Real and intrinsic ion solvation, and the absolute hydrogen electrode: working notes

1. Premises and conventions

I treat a monatomic ion of charge ze taken from an ideal gas into water at T = 298.15 K. Energies are in kJ/mol, entropies in J/(mol K), potentials in V, and F is the Faraday constant. My premises:

P1. The liquid is a macroscopic drop of radius R_d with a clean surface layer of thickness w ≪ R_d. The ion ends deep in the interior.
P2. The solute standard state is the hypothetical ideal 1 M solution, reached by extrapolation from infinite dilution, so ions neither interact with one another nor alter the surface layer.
P3. Gaseous ions are ideal at 1 atm. H2 and Cl2 are ideal at 1 bar, as in the usual tables.
P4. Entropies exclude nuclear spin for all species.
P5. The free electron is at rest in field-free vacuum, with zero enthalpy, entropy and Gibbs energy. I examine the alternatives in section 7.

Three potentials appear. The outer (Volta) potential ψ is the potential just outside the phase, produced by its net charge. The inner (Galvani) potential φ is the average potential in the interior. The surface potential is χ = φ − ψ, inside minus outside. "Just outside" means beyond the reach of the image attraction. For a flat surface of relative permittivity ε the image charge is −ze(ε−1)/(ε+1) at separation 2x; integrating its force from infinity to x = d gives U = −[(ε−1)/(ε+1)] z²e²/(16πε0 d). With the typical ε ≈ 78.4 and d = 1 μm its size is 0.03 kJ/mol, which I neglect.

2. χ is the dipole moment of the surface layer

Let s be the coordinate normal to a flat surface, pointing from liquid to vapour, and ρ(s) the charge density averaged over the surface and over thermal motion. Poisson's equation is φ″ = −ρ/ε0. For an uncharged phase ∫ρ ds = 0, so the field vanishes on both sides. Integrating by parts,

φ(+∞) − φ(−∞) = ∫φ′ ds = [sφ′] − ∫sφ″ ds = (1/ε0)∫sρ ds.

The bracket is zero because φ′ vanishes outside the layer. Hence

χ = −M1/ε0, with Mk = ∫s^k ρ ds. (1)

Positive χ means negative charge on the vapour side. For the drop I put r = R_d + s. Summing the potentials of spherical shells, φ(centre) = (1/ε0)∫rρ dr = (R_d M0 + M1)/ε0. Neutrality reads ∫r²ρ dr = R_d² M0 + 2R_d M1 + M2 = 0, so R_d M0 = −2M1 − M2/R_d, and

φ(centre) = −(M1 + M2/R_d)/ε0.

By Gauss's law this value holds everywhere inside the layer, and by P1 it tends to (1), the correction being of relative order w/R_d.

3. Real and intrinsic solvation free energies

I define the real solvation free energy ΔG_real as the reversible molar work of taking the ion from the standard gas, through the surface, into the standard solution, with ψ = 0. To find how it depends on χ, I imagine wrapping the drop in a rigid spherical double layer that raises the interior potential by δχ. It makes no field inside, so it exerts no force on any particle, and it adds δχ × (enclosed charge) to the energy of every configuration. The solvent molecules are neutral, so the added energy is zeδχ with the ion inside and zero without it. The work of transfer is −kT times the logarithm of the ratio of the two partition functions; the constant factor exp(−zeδχ/kT) comes out of the configuration integral, and per mole

δΔG_real = zF δχ, exactly and for any δχ.

Choosing δχ = −χ produces a fictitious liquid with the same bulk and with φ = ψ. I call the work of transfer into it the intrinsic solvation free energy. Then

ΔG_real = ΔG_intr + zFχ. (2)

A net charge on the drop shifts interior and near exterior together by ψ, so the standard electrochemical potential of the dissolved ion is

μ̃°(aq) = μ°(g) + ΔG_real + zFψ = μ°(g) + ΔG_intr + zFφ. (3)

One more term depends on the size of the drop. The ion's displacement field continues beyond R_d into vacuum, where its energy density D²/(2ε0) exceeds the value D²/(2ε0 ε) it would have in an infinite dielectric. For a central ion D = ze/(4πr²), and integrating the difference from R_d outward gives z²e²(1 − 1/ε)/(8πε0 R_d). This is 68.6 kJ/mol for R_d = 1 nm and 0.07 kJ/mol for R_d = 1 μm. It is even in z and dies as 1/R_d; the term in (2) is odd in z and survives at any size. P1 removes the first and leaves the second.

4. Cancellation in neutral combinations

Take any set of ions with stoichiometric numbers ν_i. From (2),

Σν_i ΔG_real,i − Σν_i ΔG_intr,i = Fχ Σν_i z_i.

For a neutral combination Σν_i z_i = 0 and the two sums coincide. Salts, differences between ions of like charge and balanced reactions within one solution are all blind to χ. Ordinary solution thermodynamics therefore fixes only quantities such as

ΔG_conv(i) = ΔG(i) − z_i ΔG(H+), (4)

the conventional solvation free energy. In (4) the surface terms are z_i Fχ − z_i Fχ = 0, so either scale may be used on the right, provided it is the same for both terms. Solving for ΔG(i), one number, the proton's, sets every single-ion value: ΔG(i) = ΔG_conv(i) + z_i ΔG(H+). A real proton value gives real values throughout, an intrinsic one intrinsic values, and a change δ in the proton value moves monovalent cations by +δ and monovalent anions by −δ.

5. How far the split in (2) is defined

ΔG_real is a work and needs no further definition. χ does, because φ is an average of the microscopic potential, and the average can include places no ion reaches. Consider a neutral, spherically symmetric charge distribution ρ_m whose potential φ_m vanishes outside it. Since ∇²r² = 6, Green's identity gives 6∫φ_m d³r = ∫r²∇²φ_m d³r = −(1/ε0)∫r²ρ_m d³r. At number density n these objects raise the volume-averaged interior potential by

δφ = −(n/6ε0)∫r²ρ_m d³r. (5)

As a test I take a point charge +q inside a shell −q of radius a. Inside, φ_m = (q/4πε0)(1/r − 1/a), whose volume integral is (q/ε0)(a²/2 − a²/3) = qa²/(6ε0); formula (5) with ∫r²ρ_m d³r = −qa² gives the same per object. Now attach one such object, with the illustrative q = e and a = 1 Å, to every water molecule. With the approximate density 0.997 kg/L and molar mass 18.015 g/mol, n = 3.33 × 10²⁸ m⁻³ and δφ = 1.0 V. If the objects lie within the repulsive cores, no interaction energy changes and ΔG_real stays as it was, while the volume-averaged χ rises by 1.0 V and ΔG_intr of a monovalent cation, by (2), falls by 97 kJ/mol. So an intrinsic value is fixed only together with a rule for φ, or with an extrathermodynamic assumption that stands in for such a rule. Whenever I quote χ below it means the difference of two adopted proton values divided by F, and nothing more.

6. The absolute potential of the standard hydrogen electrode

I define E_abs for a half reaction Ox + n e⁻(vac) → Red by ΔG° = −nF E_abs. For H+(aq) + e⁻(vac) → ½H2(g) I run the reverse in two steps:

½H2(g) → H+(g) + e⁻(vac), Gibbs energy G_H,
H+(g) → H+(aq), Gibbs energy ΔG_solv(H+).

The sum is ½H2(g) → H+(aq) + e⁻(vac), the reverse of the reduction, so its Gibbs energy is +F E_abs:

F E_abs(SHE) = G_H + ΔG_solv(H+). (6)

H+(g) is an intermediate, so its standard state must be the same in both terms and then drops out. The half reaction creates a charge in solution, so χ does not cancel. With (2) and z = +1,

E_real = E_intr + χ. (7)

The physical content of each version follows from the electrode equilibrium H+(aq) + e⁻(M) ⇌ ½H2(g), which requires μ̃°(H+, aq) + μ̃(e⁻, M) = ½μ°(H2). The work function Φ of the metal, in volts, is the work per charge to take an electron from the Fermi level to rest just outside the metal, so μ̃(e⁻, M) = −FΦ − Fψ_M with the zero of P5. Inserting this and (3), with ψ_S the outer potential of the solution,

μ°(H+, g) + ΔG_real + Fψ_S − FΦ − Fψ_M = ½μ°(H2).

Under P5, μ°(H+, g) − ½μ°(H2) = G_H, hence

E_real = (G_H + ΔG_real)/F = Φ + ψ_M − ψ_S. (8)

E_real is the depth of the electrode's Fermi level below an electron at rest just outside the solution. Φ and the Volta difference are both works done in the gas phase and are observable; read backwards, (8) is the route to ΔG_real(H+). Subtracting χ and using φ_S = ψ_S + χ gives E_intr = Φ + ψ_M − φ_S: the same Fermi level, referred to the inner potential of the solution, and so subject to the caveat of section 5.

For a general couple, nF E_abs = −[ΔG_gas + ΔG_solv(Red) − ΔG_solv(Ox)], a species left in the gas having ΔG_solv = 0. Charge balance gives z_Red − z_Ox = −n. Going from intrinsic to real changes the bracket by −nFχ, so (7) holds for every couple whose charges reside in the solution. The difference E° = E_abs(couple) − E_abs(SHE) is then free of χ, as a cell voltage must be, but only if both terms are on one scale. Mixing scales displaces E° by χ.

7. The gas-phase term and the electron convention

G_H = ΔH − TΔS. For the enthalpy, ½H2 → H costs ΔfH°(H). Ionisation costs F·IE, and H and H+ carry the same thermal enthalpy (5/2)RT because H has no low-lying excited level, while the electron carries none. So ΔH = ΔfH°(H) + F·IE. For the entropy, ΔS = S(H+) − ½S°(H2). A structureless ideal gas has μ = RT ln(pΛ³/kT) with Λ = h/(2πmkT)^½; since Λ³/kT ∝ T^(−5/2), S = −∂μ/∂T gives the Sackur–Tetrode form S = R[ln(kT/pΛ³) + 5/2].

Approximate inputs: ΔfH°(H) ≈ 218.00 kJ/mol, IE ≈ 13.5984 eV, S°(H2, 1 bar) ≈ 130.68 J/(mol K). Sums here and below are formed before rounding, so a last digit may differ by one from the sum of the printed terms. I get F·IE = 1312.05, ΔH = 1530.05, S(H+, 1 atm) = 108.84, ΔS = 43.50, TΔS = 12.97 and

G_H = 1517.08 kJ/mol.

Other electron conventions add a molar Gibbs energy G_e to G_H. With spin degeneracy 2, define y = pΛ_e³/(2kT); at 1 atm Λ_e = 4.32 nm and y = 0.990.

(a) Boltzmann gas: G_e = RT ln y = −0.02 kJ/mol. It is an accident of 298 K and 1 atm that y is near one, and it makes this convention practically the same as P5.

(b) Fermi–Dirac gas: with y near one the gas is partly degenerate. The pressure obeys y = F_3/2(η), where F_3/2(η) = [1/Γ(5/2)]∫u^(3/2) du/(exp(u − η) + 1) over u from 0 to ∞ and η = μ/RT. The root is η = 0.151, so μ = 0.37 kJ/mol above the electron at rest.

(c) The same gas, with Gibbs energy counted from its own enthalpy at 0 K and the same pressure. That enthalpy is the Fermi energy. For large η, F_3/2 → η^(5/2)/Γ(7/2), so E_F = RT[Γ(7/2) y]^(2/5) = 3.99 kJ/mol, independent of T, and G_e = μ − E_F = −3.62 kJ/mol. This lowers every E_abs by 37 mV.

All of these cancel in E°. Only P5 matches the definition of Φ in (8), so I keep it.

The solute standard state needs the same care. Compressing the ideal gas from 1 atm to c° = 1 mol/L costs RT ln(RTc°/p°) = RT ln 24.47 = 7.93 kJ/mol, so ΔG(1 atm → 1 M) = ΔG(1 M → 1 M) + 7.93 kJ/mol. Putting a 1 M → 1 M value into (6) beside the 1 atm G_H would lower E_abs by 82 mV. Taking the gaseous ion at 1 bar in place of 1 atm moves a single-ion value by RT ln 1.01325 = 0.03 kJ/mol.

I adopt two typical proton values as given inputs, both for 1 atm → 1 M: −1104.5 kJ/mol, of the kind that cluster-pair extrapolation yields, which I assume to be intrinsic, and −1089 kJ/mol as a real value. Equation (6) gives

E_intr = (1517.08 − 1104.5)/F = 412.58 kJ/mol / F = 4.28 V,
E_real = (1517.08 − 1089)/F = 428.08 kJ/mol / F = 4.44 V,
χ = 15.5 kJ/mol / F = +0.16 V.

In convention (c) the two potentials read 4.24 V and 4.40 V. A real proton value is ordinarily obtained from (8), so the 4.44 V returns the information that went into −1089 and is no independent test of it. By (1), χ = +0.16 V needs a surface dipole density ε0χ. Spread over n^(2/3) = 1.04 × 10¹⁹ molecules per m², it is a net normal moment of only 0.04 D per molecule, negative end outward. A quantity that matters for every single-ion value rests on a very slight net polarity of the layer.

8. Range of validity

Equation (2) is exact under P1 and P2 once a rule for φ is fixed. It fails or needs additions in these cases.

Small drops and clusters: the z²/R_d term of section 3 is larger than Fχ at R_d = 1 nm, and the M2/R_d term changes the potential jump itself. Whether an extrapolation from clusters, which have surfaces of their own, delivers an intrinsic value, a real value or something between is a property of that method that I have assumed and not derived.

Finite concentration: activity coefficients enter, and ions or surfactants that adsorb unequally change M1. Then ΔG_real and E_real move with the state of the surface, while E° and neutral sums do not.

Ions within the surface layer, or within a screening length of it, sit neither at φ nor at ψ, and (3) does not describe them.

Two solvents: the difference of their χ enters real transfer energies of single ions. The cancellation of section 4 holds for neutral combinations in each solvent separately.

Computed solvation energies: a dielectric continuum around a cavity has no vapour interface. A periodic Ewald simulation sets the cell-averaged potential to zero, so its single-ion values are intrinsic under the volume-average rule and carry the model-dependent term (5). Such values may be combined only with a proton value on the same footing.

Precision: ∂E_abs/∂ΔG_solv = 1/F, which is 10.4 mV per kJ/mol. The gas-phase terms are good to the first decimal in kJ/mol; the proton inputs are not. An assumed uncertainty of 5 kJ/mol in their difference is 0.05 V, about a third of χ. I therefore give potentials on the absolute scales to two decimals, and the first decimal in single-ion energies is bookkeeping.

9. Illustration: Cl⁻ from conventional HCl data

Tables set ΔfG°(H+, aq) = 0. The entry for Cl⁻(aq) is then the Gibbs energy of ½H2(g) + ½Cl2(g) → H+(aq) + Cl⁻(aq), that is, of forming fully ionised HCl(aq). I call it G_aq. The same change can go through the gaseous ions:

½H2 → H+(g) + e⁻, G_H,
½Cl2 + e⁻ → Cl⁻(g), G_Cl,
H+(g) + Cl⁻(g) → H+(aq) + Cl⁻(aq), ΔG(H+) + ΔG(Cl⁻).

The electron is made and consumed, so its convention cancels, and by (4) with z = −1

ΔG_conv(Cl⁻) = ΔG(H+) + ΔG(Cl⁻) = G_aq − G_H − G_Cl. (9)

A route through HCl(g), dissolution minus gas-phase acidity, gives the same expression: ΔfG°(HCl, g) is subtracted in both terms and drops out of their difference.

Approximate inputs: G_aq ≈ −131.23 kJ/mol, ΔfH°(Cl) ≈ 121.30 kJ/mol, EA(Cl) ≈ 3.6127 eV, S°(Cl2, 1 bar) ≈ 223.08 J/(mol K), mass 35.453 u, and the ²P1/2 level (degeneracy 2) of the atom about 882 cm⁻¹ above ²P3/2 (degeneracy 4). G_aq refers to 1 mol/kg. In dilute solution c = mρ_w, so μ°(1 M) = μ°(1 mol/kg) − RT ln 0.997, a shift of 0.007 kJ/mol per ion and 0.015 kJ/mol for the pair, which I neglect.

EA connects ground levels, whereas ΔfH°(Cl) includes the thermal population of the upper level, which closed-shell Cl⁻ lacks. With x = hc(882 cm⁻¹)/kT = 4.256 the population is 2e^(−x)/(4 + 2e^(−x)) = 0.0070 and the electronic enthalpy is H_el = 0.07 kJ/mol. The translational enthalpies of Cl and Cl⁻ are equal. So ΔH = ΔfH°(Cl) − F·EA − H_el with F·EA = 348.57, giving ΔH = −227.35 kJ/mol. The Sackur–Tetrode formula gives S(Cl⁻, 1 atm) = 153.25, so ΔS = S(Cl⁻) − ½S°(Cl2) = 41.71 J/(mol K), TΔS = 12.44 and G_Cl = −239.78 kJ/mol. Then G_H + G_Cl = 1277.30 and

ΔG_conv(Cl⁻) = −131.23 − 1277.30 = −1408.5 kJ/mol.

This number uses no proton solvation input and no χ. Subtracting each proton value:

scale | ΔG(H+) | ΔG(Cl⁻) | sum (1 atm → 1 M, kJ/mol)
intrinsic | −1104.5 | −304.0 | −1408.5
real | −1089 | −319.5 | −1408.5

In the 1 M → 1 M state each entry is lower by 7.93: −1112.4 and −312.0 (intrinsic), −1096.9 and −327.5 (real). The sign agrees with (2): for z = −1, ΔG_real − ΔG_intr = −Fχ = −15.5 kJ/mol. An interior that is positive with respect to the outside hinders the entry of the proton and helps that of chloride by the same amount.

For ½Cl2 + e⁻ → Cl⁻(aq), F E_abs = −[G_Cl + ΔG(Cl⁻)], which is 5.64 V on the intrinsic scale and 5.80 V on the real one. Subtracting (6) and using (9), F E° = −[G_Cl + ΔG(Cl⁻) + G_H + ΔG(H+)] = −G_aq, so E° = 1.360 V on either scale. This merely restates the input G_aq and tests the bookkeeping only. Pairing the intrinsic chloride value with the real hydrogen potential would give 1.20 V, and pairing it with the real proton value in (9) would misplace the dissociation of HCl into aqueous ions by 15.5 kJ/mol, or 15.5 kJ/mol/(RT ln 10) = 2.7 units of pK.

These are the model's numbers, resting on the two adopted proton values. Its χ is the weakest: as typical knowledge, estimates for water from electrochemical arguments lie near +0.1 V, so +0.16 V is probably on the high side, by roughly half. The model's chloride values, −304.0 kJ/mol intrinsic and −319.5 kJ/mol real, move by −1 kJ/mol for each +1 kJ/mol in the proton input, while their common partner sum of −1408.5 kJ/mol stays fixed.